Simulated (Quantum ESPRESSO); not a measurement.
# Zone-centre optical modes of diamond under uniaxial strain along [001]: shift and splitting per per cent from LDA linear response

The usual rule of thumb for reading strain from a Raman line is that the line moves in proportion to the strain, down in tension and up in compression, with one coefficient for the material. In diamond, strain along a cube axis splits the threefold optical mode into a singlet and a doublet, so a single coefficient is enough only if both move alike. The series tests this with harmonic LDA frequencies at five strains from −1.0 to +1.0 %, with the x and y edges held. Shifts are measured against the unstrained crystal at the same level, where all three modes lie at 1321.78 cm⁻¹. Measured frequencies are not compared here.

## Systems and settings

One crystal, C (diamond-type) (known phase (diamond)), relaxed once; z is the cube axis [001]. The cell was stretched along z with the other edges held. Forces on the atoms are under 0.01 eV/Å in every row. Program: Quantum ESPRESSO 7.5, plane waves, LDA, PseudoDojo norm-conserving potentials, scalar-relativistic, no spin-orbit coupling, no spin; linear response. Plane-wave runs: cutoff 1225 eV; k meshes with a least product of divisions and cell-vector length from 29 to 31 Å; fixed occupations. The tabled runs alone: cutoff 1225 eV, k length 30 Å, k mesh 12×12×12.

Notes on method and selection:

- Harmonic values at the static lattice; measured values carry thermal expansion and anharmonic shifts at their temperature.
- For a cubic two-atom crystal the shifts follow the phonon deformation potentials p and q: singlet Δω = [p·ε_zz + q·(ε_xx + ε_yy)]/(2ω₀), doublet Δω = [p·ε_xx + q·(ε_yy + ε_zz)]/(2ω₀).
- Runs that did not converge, have known faults or may not be shown are not listed, and runs on Ansatz's PAW sets soft_1 and soft_2 are kept to separate tables.

Columns:

- uniaxial strain (%): strain along z, the x and y edges held; tension positive.
- stress (GPa): stress along z, tension positive.
- singlet mode (cm⁻¹): zone-centre optical mode, singlet, polarised along z; no LO-TO term, no sum rule.
- doublet mode (cm⁻¹): zone-centre optical mode, doublet, polarised in the x-y plane; no LO-TO term, no sum rule.
- splitting (cm⁻¹): singlet minus doublet.

Input lines of one member:

```
phonons
&inputph
   prefix = 'x'
   outdir = './tmp'
   fildyn = 's.dyn'
   tr2_ph = 1.0d-18
/
0.000000000000 0.000000000000 0.000000000000
```

Command (options for logging and memory left out): `OMP_NUM_THREADS=1 mpirun -n 4 ph.x -nk 4 -in ph.in > ph.out`

## Data

| member | uniaxial strain (%) | stress (GPa) | singlet mode (cm⁻¹) | doublet mode (cm⁻¹) | splitting (cm⁻¹) |
| --- | --- | --- | --- | --- | --- |
| −1.0 % | −1.0 | −11.11 | 1339.14 | 1332.99 | 6.15 |
| −0.5 % | −0.5 | −5.51 | 1330.51 | 1327.39 | 3.12 |
| +0.0 % | 0.0 | 0.02 | 1321.78 | 1321.78 | 0.00 |
| +0.5 % | 0.5 | 5.47 | 1312.97 | 1316.18 | −3.21 |
| +1.0 % | 1.0 | 10.86 | 1304.07 | 1310.58 | −6.51 |

Least-squares fits to the whole series, with x = uniaxial strain (%); R² and errors in the fitted variable (y, or ln y where the fit is in ln y):

| y | members | fit | R² | rms residual | leave-one-out rms | the same for the mean of the others |
| --- | --- | --- | --- | --- | --- | --- |
| singlet mode (cm⁻¹) | 5 | y = 1321.694 − 17.53600 x | 1.00 | 0.074 | 0.15 | 16 |
| doublet mode (cm⁻¹) | 5 | y = 1321.784 − 11.20600 x | 1.00 | 0.0024 | 0.0038 | 9.9 |

## The trend and its physics

Both modes soften in tension and harden in compression, almost linearly. The fitted slopes are −17.54 cm⁻¹ per per cent for the singlet and −11.21 for the doublet. The splitting, singlet minus doublet, therefore changes by −17.54 + 11.21 = −6.33 cm⁻¹ per per cent.

A model with three parameters follows from the motion itself. In the optical mode the two sublattices move against each other with a reduced mass μ and a force constant K, so that ω₀² = K/μ. Strain ε along z leaves one force constant for motion along z and another, shared, for motion along x and y. Symmetry forbids any force on the atoms, so no internal displacement adds to the change. If each force constant changes linearly with strain,

ω² (singlet) = ω₀² + p·ε and ω² (doublet) = ω₀² + q·ε.

For small shifts ω² − ω₀² ≈ 2ω₀·Δω, which gives

Δω (singlet) = p·ε/(2ω₀) and Δω (doublet) = q·ε/(2ω₀).

With ε = 0.01 for one per cent, the fitted slopes give

p/ω₀² = 2 × (−17.54) / (1321.78 × 0.01) = −2.65

q/ω₀² = 2 × (−11.21) / (1321.78 × 0.01) = −1.70

The common softening has a simple origin: tension along z lengthens all four bonds of an atom equally, and longer bonds are less stiff. The splitting is less obvious. Tension also tilts the bonds towards z. If they were plain springs between nearest neighbours, each bond would add to the force constant along an axis in proportion to the square of its direction cosine. The ratio of the constants along z and x would then be (1 + ε)², a rise of about 2 % per per cent of strain. The frequency follows the root of the force constant, so the splitting would grow by about 0.01 × 1321.78 = 13.2 cm⁻¹ per per cent. The computed splitting has the opposite sign, so forces that depend on bond angles or reach beyond nearest neighbours must outweigh the tilt.

## Fixing and testing the model

The model is fixed on the members at 0.0 % and +1.0 %. The first gives ω₀ = 1321.78 cm⁻¹. The second gives the slopes per per cent:

singlet: 1304.07 − 1321.78 = −17.71

doublet: 1310.58 − 1321.78 = −11.20

The other three members then follow, in cm⁻¹.

At −1.0 %:

singlet: 1321.78 + 1.0 × 17.71 = 1339.49; table 1339.14

doublet: 1321.78 + 1.0 × 11.20 = 1332.98; table 1332.99

At −0.5 %:

singlet: 1321.78 + 0.5 × 17.71 = 1330.635; table 1330.51

doublet: 1321.78 + 0.5 × 11.20 = 1327.38; table 1327.39

At +0.5 %:

singlet: 1321.78 − 0.5 × 17.71 = 1312.925; table 1312.97

doublet: 1321.78 − 0.5 × 11.20 = 1316.18; table 1316.18

The largest miss, 1339.49 − 1339.14 = 0.35 cm⁻¹, corresponds to an error in strain of 0.35 / 17.71 = 0.02 %.

Run backwards, the same sums turn a line position into a strain. The singlet of the member at −0.5 % is shifted by 1330.51 − 1321.78 = 8.73 cm⁻¹, which gives a strain of −8.73 / 17.71 = −0.49 %. If that line were mistaken for the doublet, the result would be −8.73 / 11.20 = −0.78 %. Assigning the line to the wrong mode thus costs far more than the straight-line approximation.

## Exceptions

Largest departures from the fit to the whole series:

| member | singlet mode (cm⁻¹) | fit | computed − fit | in rms residuals |
| --- | --- | --- | --- | --- |
| −1.0 % | 1339.14 | 1339.23 | −0.09 | 1.2 |
| +1.0 % | 1304.07 | 1304.16 | −0.09 | 1.2 |
| +0.0 % | 1321.78 | 1321.69 | +0.09 | 1.2 |
| −0.5 % | 1330.51 | 1330.46 | +0.05 | 0.6 |

The doublet follows the straight line to within 0.01 cm⁻¹. The singlet bends: its successive steps of half a per cent, from compression to tension, are −8.63, −8.73, −8.81 and −8.90 cm⁻¹. A slope taken from the tensile side is therefore too steep in compression, which is why the model lies 0.35 cm⁻¹ too high at −1.0 %.

The assumption that fails first is the small-shift step, which replaces a square root by a straight line. The next term of the root at 1 % strain is −17.54² / (2 × 1321.78) = −0.12 cm⁻¹. The table gives (1304.07 + 1339.14)/2 − 1321.78 = −0.175 cm⁻¹, so the root supplies about two thirds of the bend. For the doublet the same term would be −0.05 cm⁻¹, yet almost no bend appears. The force constants must therefore depart slightly from linearity too, by amounts too small to be given a cause here.

## Conclusions and limits

Within ±1 % the proportionality holds, but each mode needs its own coefficient. Backscattering from a (001) face detects the singlet.

Two omitted effects far exceed the misfit of the lines, though neither is expected to exceed the 35 cm⁻¹ range of the singlet. Under uniaxial stress the sides are free to contract. With a Poisson ratio of roughly 0.1, this makes the slopes less negative by about 2 × 0.1 × 11.21 = 2.2 cm⁻¹ per per cent for the singlet and 0.1 × (17.54 + 11.21) = 2.9 for the doublet. Anharmonicity, including zero-point motion, lowers the frequencies themselves by roughly 10 to 30 cm⁻¹. Most of that should cancel in a shift, so the calibration is best applied to differences from an unstrained reference measured at the same temperature.

[Logs are printed without paths, hosts, clocks, repeated set-up lines and the standing remarks that a program may print on its own settings, such as how far it seeks lower states.]
